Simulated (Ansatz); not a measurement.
Dissociation curves of BH3 (SMILES [H]B([H])[H])

BH3: 4 atoms, total charge 0, spin state singlet. As SMILES, `[H]B([H])[H]`. Geometry: relaxed at GFN2-xTB.

```xyz
4

B     0.0001    0.0000   -0.0014
H     1.1639   -0.0303    0.0153
H    -0.5553    1.0234   -0.0186
H    -0.6086   -0.9931    0.0048
```

The B1–H4 distance is scanned; the parts on either side stay rigid. Basis 3-21G, 1 core orbital frozen in the correlated methods; program Ansatz 0.2.0. FCI is exact within this basis and core. Energies in eV from each method's value at 1.165 Å; methods without a U are spin-restricted. The shape above is that at 1.165 Å.

```
distance (Å)  revPBE  r2SCAN  B3LYP  BHLYP  CCSD  BCCD(T)   FCI
       1.165    0.00    0.00   0.00   0.00  0.00     0.00  0.00
       1.456    0.46    0.52   0.54   0.60  0.48     0.47  0.47
       1.747    1.51    1.62   1.65   1.78  1.50     1.48  1.48
       2.330    3.49    3.70   3.74   4.05  3.26     3.20  3.19
       2.912    4.80    5.12   5.18   5.69  4.14     4.01  4.00
```

Departure from the FCI curve at its largest: revPBE +0.80 eV at 2.91 Å; r2SCAN +1.11 eV at 2.91 Å; B3LYP +1.18 eV at 2.91 Å; BHLYP +1.69 eV at 2.91 Å; CCSD +0.13 eV at 2.91 Å; BCCD(T) +0.01 eV at 2.33 Å. Restricted functionals keep the electrons paired too, and rise too high.

Stretching one B–H bond turns a single electron pair into two radical centres, BH2 and H. As the overlap shrinks, the σ and σ* orbitals approach degeneracy, and the correct singlet needs both the σ² and σ*² configurations with comparable weight. A single closed-shell determinant instead retains ionic H⁺/H⁻ character that should vanish. The functionals therefore stay close to FCI near the minimum but overshoot increasingly beyond 1.747 Å. At every stretched distance the energy rises from revPBE through r2SCAN and B3LYP to BHLYP, probably because semilocal exchange mimics some of the missing static correlation, which exact exchange does not.

CCSD captures most of the two-electron recoupling through its double excitations, leaving an error of 0.13 eV at 2.91 Å. Brueckner orbitals and perturbative triples together remove nearly all of that, though the data do not separate their contributions. The FCI curve is still climbing at its last point, so neither a bond dissociation energy nor the reliability of BCCD(T) at full separation can be read from it.
